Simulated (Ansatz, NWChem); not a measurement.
**Appearance energy of a fragment ion: SiH4 → [SiH3]+ + H + e⁻**

Species: SiH4 (silane) `[SiH4]`, singlet; [SiH3]+ `[SiH3+]`, singlet; H atom, doublet. 

Shapes, held fixed at every level: PBE0-D4/def2-TZVP. Programs: Ansatz 0.2.0, NWChem 7.3.0, OpenMolcas 26.06. A level may come from different programs for different species; with the same settings they agree closely. Electronic energies: no zero-point or thermal term.

| level | kind | ΔE (eV) | less CCSD(T)/CBS estimate |
| --- | --- | --- | --- |
| HF/def2-SVP | Hartree–Fock | +10.89 | -1.41 |
| HF/def2-TZVPP | Hartree–Fock | +10.88 | -1.42 |
| PBE0/def2-SVP | global hybrid | +12.19 | -0.11 |
| BHLYP-D4/def2-TZVPP | global hybrid | +12.18 | -0.12 |
| wB97M-V/def2-TZVPP | range-separated hybrid | +12.17 | -0.13 |
| MP2/def2-SVP | perturbation theory | +11.74 | -0.56 |
| CCSD(T)/def2-TZVPP | coupled cluster or CI | +12.18 | -0.12 |
| CCSD(T)/CBS estimate | coupled cluster or CI | +12.30 | 0.00 |

The highest level, CCSD(T)/CBS estimate, gives ΔE = +12.30 eV; the levels span +10.88 to +12.30. The column of differences is taken from that level and isn't an error. No measured value is set beside it here. Open shells run unrestricted unless RO is named. The CBS estimate extrapolates MP2 from def2-TZVPP and def2-QZVPP and adds CCSD(T) − MP2 in the triple-zeta set, cores frozen. The onset seen in experiment also holds zero-point changes and kinetic shifts.

Electron correlation sets the main trend. Breaking one Si–H bond and removing an electron turns a bonding pair of silane into a lone electron on hydrogen and a free electron, so the correlation energy of that pair is lost. Hartree–Fock never credits silane with this stabilisation and puts the threshold about 1.4 eV too low relative to the best level. Its value hardly moves between the two basis sets, so the fault isn't one of basis size. MP2 recovers more than half of the gap; its remaining shortfall probably combines the small basis with missing higher-order correlation.

The three hybrids agree closely with one another and with triple-zeta coupled cluster, but the latter still rises by 0.12 eV towards the basis-set limit. That match is therefore probably partly fortuitous, and the spread doesn't support ranking the functionals. The total also doesn't show how the cost divides between homolysis of the Si–H bond and ionisation of the silyl radical, whose cation favours a planar shape with an empty silicon 3p orbital.
